Each percentage point of exact exchange replaces the same small part of a functional's approximate exchange. If the electron density hardly changes, each point must change the atomization energy by the same amount, and a family of functionals with one common parent should fall on a straight line. For this fluorinated propene the line runs downwards, by about 4 to 5 kJ/mol per point. The interesting rows are those that leave it.

Atomization energy of gas-phase C3H3F3 (SMILES C=C(F)C(F)F), computed with Ansatz 0.2.0 at the PBE0-D4/def2-TZVP geometry, using functionals in def2-TZVPP and CCSD(T) extrapolated to the basis-set limit. It is the electronic energy of the free atoms minus that of the molecule at the same level, with no zero-point or spin-orbit term.

```tsv
functional	class	exact exchange, short range (%)	exact exchange, long range (%)	atomization energy (kJ/mol)	functional less CCSD(T) (kJ/mol)	D4 term (kJ/mol)
SPW92	LDA	0	0	4439.2	718.1	n/a
PBE-D4	GGA	0	0	3886.5	165.5	-14.4
revPBE-D4	GGA	0	0	3753.2	32.1	-52.0
BLYP-D4	GGA	0	0	3751.7	30.7	-32.8
r2SCAN-D4	meta-GGA	0	0	3752.1	31.0	-3.6
B97M-V	meta-GGA	0	0	3730.8	9.8	n/a
r2SCANh-D4	global hybrid	10	10	3711.1	-9.9	-3.7
B3LYP-D4	global hybrid	20	20	3718.8	-2.2	-23.0
PBE0-D4	global hybrid	25	25	3760.6	39.5	-11.9
r2SCAN0-D4	global hybrid	25	25	3652.5	-68.6	-4.1
HSE06-D4	screened hybrid	25	0	3764.7	43.6	-11.0
BHLYP-D4	global hybrid	50	50	3548.6	-172.4	-15.5
CAM-B3LYP-D4	range-separated	19	65	3753.9	32.8	-11.8
LC-wPBE	range-separated	0	100	3752.0	31.0	n/a
wB97X-V	range-separated	17	100	3734.6	13.5	n/a
wB97M-V	range-separated	15	100	3741.6	20.5	n/a
B2PLYP	double hybrid	53	53	3691.4	-29.7	n/a
PBE-QIDH	double hybrid	69	69	3710.5	-10.5	n/a
```

The reason for the downward slope lies in the exchange hole, the region around an electron from which others of the same spin are kept away. In a bond the exact hole spreads over both atoms, while the hole of a semilocal functional stays close to its electron. The compact hole imitates left-right correlation, the tendency of two bonding electrons to sit on opposite atoms, and so it strengthens the bond. Exact exchange removes this imitation, and semilocal correlation doesn't make up for the loss.

Let $a$ be the share of exact exchange in per cent and $\Delta$ the atomization energy less the CCSD(T) value, so that a positive $\Delta$ means overbinding. At fixed orbitals the exchange energy is linear in $a$, which gives

$$\Delta(a)=\Delta_0+s\,a .$$

The parent functional sets $\Delta_0$, and $s$ is the slope. The D4 dispersion term is first taken out of $\Delta$, because it differs from one functional to the next and some rows have none. The table lists it as an energy of the molecule, where a negative value means more binding, so taking it out lowers $\Delta$ by its size.

Each line is drawn through two members of a family: PBE and PBE0, BLYP and BHLYP, r2SCAN and r2SCAN0. Only the last family has a further member to test it. r2SCANh, which was not used to draw the line, lies within 1 kJ/mol of it, so the relaxation of the orbitals bends the line very little there.

The starting point $\Delta_0$ matters as much as the slope. PBE and revPBE contain no exact exchange and differ only in how strongly their exchange energy rewards steep densities, yet without D4 they lie 171 kJ/mol apart. Free atoms have the steeper densities, so the stronger reward in revPBE favours them and weakens the binding. The same share of exact exchange can therefore suit one parent and spoil another.

The clearest break is B2PLYP, a double hybrid built on BLYP. The BLYP line has $\Delta_0=-2.1$ kJ/mol and $s=-3.72$ kJ/mol per point, so at 53% it predicts

$$\Delta=-2.1-3.72\times 53\approx-199\ \text{kJ/mol}.$$

The calculation gives $-29.7$ kJ/mol, about 169 kJ/mol more binding than the line allows. B2PLYP took no part in drawing the line and lies only three points beyond BHLYP, so a long extrapolation is not to blame.

What sets a double hybrid apart is that MP2 replaces part of the semilocal correlation. MP2 lets electron pairs mix into antibonding orbitals, so it carries explicitly some of the left-right correlation that the compact hole had only imitated, on top of ordinary short-range correlation. It is therefore expected to bind more strongly than the LYP correlation it replaces, and B2PLYP gains 27% of that difference. That is the theoretical reason for the break; the table shows its size in a triple-zeta basis. MP2 converges slowly with the basis, and in such a set its contribution to the binding normally falls short of its own limit, so the break would probably be somewhat larger at the basis-set limit. PBE-QIDH breaks away in the same direction, by 179 kJ/mol from the PBE line, or by 95 kJ/mol if that line is given the BLYP slope. The slope measures how much more strongly the parent's own exchange binds than exact exchange does, so the PBE slope is the natural choice here. It has to carry the line from 25% to 69%, however. A bend as slight as the one seen at r2SCANh would shrink the break by about 20 kJ/mol over that distance, and the second figure shows how much a different slope would matter.

B3LYP makes a smaller break, 51 kJ/mol above the BLYP line. By construction it leaves about 8% of its exchange as plain LDA, without gradient correction, and LDA overbinds this molecule by 718 kJ/mol. So small an admixture can add some tens of kJ/mol, which is the right order of magnitude. B3LYP also changes the correlation part, so this estimate makes the cause plausible without proving it.

The range-separated rows show that a percentage means little without a distance. HSE06 drops the long-range exact exchange of PBE0, and without D4 the binding changes by only 5 kJ/mol. LC-wPBE has exact exchange only at long range, yet it binds 120 kJ/mol less than PBE, as much as a uniform share of 24% would achieve on the PBE line. The two functionals place "long range" differently: the switch is gradual, with a characteristic length of roughly 5 Å in HSE06 and 1.3 Å in LC-wPBE, and the latter is about the length of the C=C bond. For the PBE parent this fits the picture that exact exchange weakens the binding when it acts across a bond. What counts, however, is the difference between long-range exact exchange and the long-range part of the parent's exchange that it replaces, and that part depends on how the semilocal hole is cut.

CAM-B3LYP shows the other sign. Without D4 it binds 23 kJ/mol more than BLYP, which puts it about 94 kJ/mol above the BLYP line even at its short-range share of 19%. Its way of cutting off B88 exchange is expected to remove much of the gradient correction along with the long range, so that what remains is closer to LDA and binds more strongly. Its mixed correlation should matter less. The table can't separate the two.

In a reaction that keeps the number and kind of bonds, the same functionals would differ far less, because offset and slope largely cancel between the two sides. Breaking a molecule into atoms offers no such cancellation. Nor is the error in the total atomization energy the error of any one bond.
